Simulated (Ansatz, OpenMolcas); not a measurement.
CHBrF2 (bromodifluoromethane): the atomisation enthalpy at 298 K, rung by rung

CHBrF2 has 5 atoms, charge 0, and is taken as a singlet. As SMILES, `FC(F)Br`. Geometry: relaxed at PBE0-D4/def2-TZVP.

Each level gives the atomisation enthalpy at 298 K (kJ/mol). The values are calculated. The thermal term (zero-point and 298 K enthalpy, harmonic and unscaled) is that of PBE0-D4/def2-TZVP; the spin-orbit lowering of the free atoms at 298 K, 17.3 kJ/mol by their spectra, is taken off.

Problem. The value from experiment is 1630 kJ/mol (Active Thermochemical Tables). From what is known of these methods, estimate their order from the nearest to it to the farthest.
A. PBE/aug-cc-pVDZ (OpenMolcas)
B. BLYP/aug-cc-pVDZ (OpenMolcas)
C. TPSS/aug-cc-pVDZ (OpenMolcas)
D. HF/aug-cc-pVDZ (OpenMolcas)
E. SVWN5/aug-cc-pVDZ (OpenMolcas)

Solution. C (1619 kJ/mol, -11), B (1597 kJ/mol, -33), A (1686 kJ/mol, +56), E (1988 kJ/mol, +358), D (1023 kJ/mol, -607).

Hartree-Fock and the local density approximation miss in opposite directions. Without correlation, HF leaves the molecule underbound by 607 kJ/mol, because forming four bonds pairs electrons that were unpaired in the free atoms and brings the halogen lone pairs close to the bonding pairs. The molecule therefore gains much more correlation energy than the separated atoms. SVWN5 overbinds by 358 kJ/mol, chiefly because local exchange describes the strongly inhomogeneous atomic densities less well than the smoother density of the bonded molecule. Gradient corrections stabilise the atoms relative to the molecule and remove most of this excess, though PBE still overbinds while BLYP falls slightly short.

TPSS comes closest, in keeping with its use of the kinetic energy density to tell bonding regions from atomic ones. Its small deficit need not be intrinsic to the functional, however: a double-zeta basis usually describes polarisation in the molecule less completely than it describes the free atoms, so a larger basis would probably raise the TPSS and BLYP values and worsen PBE's overbinding.
